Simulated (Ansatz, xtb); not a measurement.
Relative energy of two isomers of C2H8GeSi2

Structure I is `C#[C][GeH]([SiH3])[SiH3]`, a singlet and structure II is `C#C[Si@@H]([SiH3])[GeH3]`, a singlet. Both are isolated molecules in the gas phase, relaxed with B3LYP-D3(BJ)/def2-SVP.

Quicker runs give these differences E(II) − E(I): GFN2-xTB +61.09 kJ/mol; HF/STO-3G +9.67 kJ/mol (at GFN2-xTB geometries); r2SCAN-D4/def2-SVP −4.47 kJ/mol (at GFN2-xTB geometries).

Q: Estimate E(II) − E(I) at the level CCSD(T)/def2-SVP + ΔMP2/def2-TZVPP.

A: Too close to call at this level: CCSD(T)/def2-SVP + ΔMP2/def2-TZVPP gives E(II) − E(I) = +1.20 kJ/mol.

How the difference moves with the method:

```
                             level               geometry  E(II) − E(I) (kJ/mol)  departure from the last row (kJ/mol)  job, with rough time for the two
                          GFN2-xTB               GFN2-xTB                  +61.09                                +59.89               optimisation, 0.9 s
                         HF/STO-3G               GFN2-xTB                   +9.67                                 +8.47               single point, 4.9 s
                r2SCAN-D4/def2-SVP               GFN2-xTB                   −4.47                                 −5.67                single point, 16 s
             B3LYP-D3(BJ)/def2-SVP  B3LYP-D3(BJ)/def2-SVP                   −6.02                                 −7.22             optimisation, 4.3 min
                       HF/def2-SVP  B3LYP-D3(BJ)/def2-SVP                   −2.25                                 −3.45           part of the CCSD(T) run
                      MP2/def2-SVP  B3LYP-D3(BJ)/def2-SVP                   −2.25                                 −3.45           part of the CCSD(T) run
                  CCSD(T)/def2-SVP  B3LYP-D3(BJ)/def2-SVP                   −3.58                                 −4.78                      single point
CCSD(T)/def2-SVP + ΔMP2/def2-TZVPP  B3LYP-D3(BJ)/def2-SVP                   +1.20                                                   single point, 2.5 min
```

As drawn, II has 1 C–Si, 1 Si–Si, 2 Ge–H in place of 1 C–Ge, 1 Ge–Si, 2 Si–H.

The largest departure from CCSD(T)/def2-SVP + ΔMP2/def2-TZVPP is that of GFN2-xTB, 59.89 kJ/mol. The last row adds to CCSD(T) the change of the MP2 difference between the two basis sets, here +4.78 kJ/mol.

With thermal terms from frequencies at re-optimised GFN2-xTB minima (ideal gas, soft modes damped towards free rotors, one conformer each, 298.15 K, 1 atm): the zero-point term adds −1.01 kJ/mol; ΔH is +0.05 and ΔG −0.40 kJ/mol.

The correlated steps freeze 21 core orbitals; the filled d shell of Ge is correlated, in a basis made for valence electrons. Mirror images aren't counted in ΔG. Run with Ansatz 0.2.0, xtb 6.7.1; the last row on 2 threads of Intel(R) Xeon(R) Processor @ 2.50GHz (Skylake/Cascade Lake) on a shared host.

The near-degeneracy is best read as a cancellation of bond preferences. Placing the ethynyl group on silicon gains a C–Si bond over the weaker C–Ge bond, which favours II, but it also replaces two Si–H bonds with weaker Ge–H bonds, which favours I. The exchange of Ge–Si for Si–Si probably matters less.

In the small basis, HF and MP2 both give −2.25 kJ/mol, so the MP2 correlation energy barely discriminates between the isomers. The change of sign in the final value comes instead from the basis-set shift of +4.78 kJ/mol, which is larger than the remaining difference. The calculation therefore supports near-equal energies but not an order of stability, and the small thermal terms don't settle it.

GFN2-xTB's strong preference for I probably reflects an imbalance in its parametrised Si and Ge bond energies rather than poor structures, since r2SCAN-D4 at the same geometries gives only −4.47 kJ/mol. Near-equal energies don't imply easy interconversion, which would require bonds to be broken and re-formed.
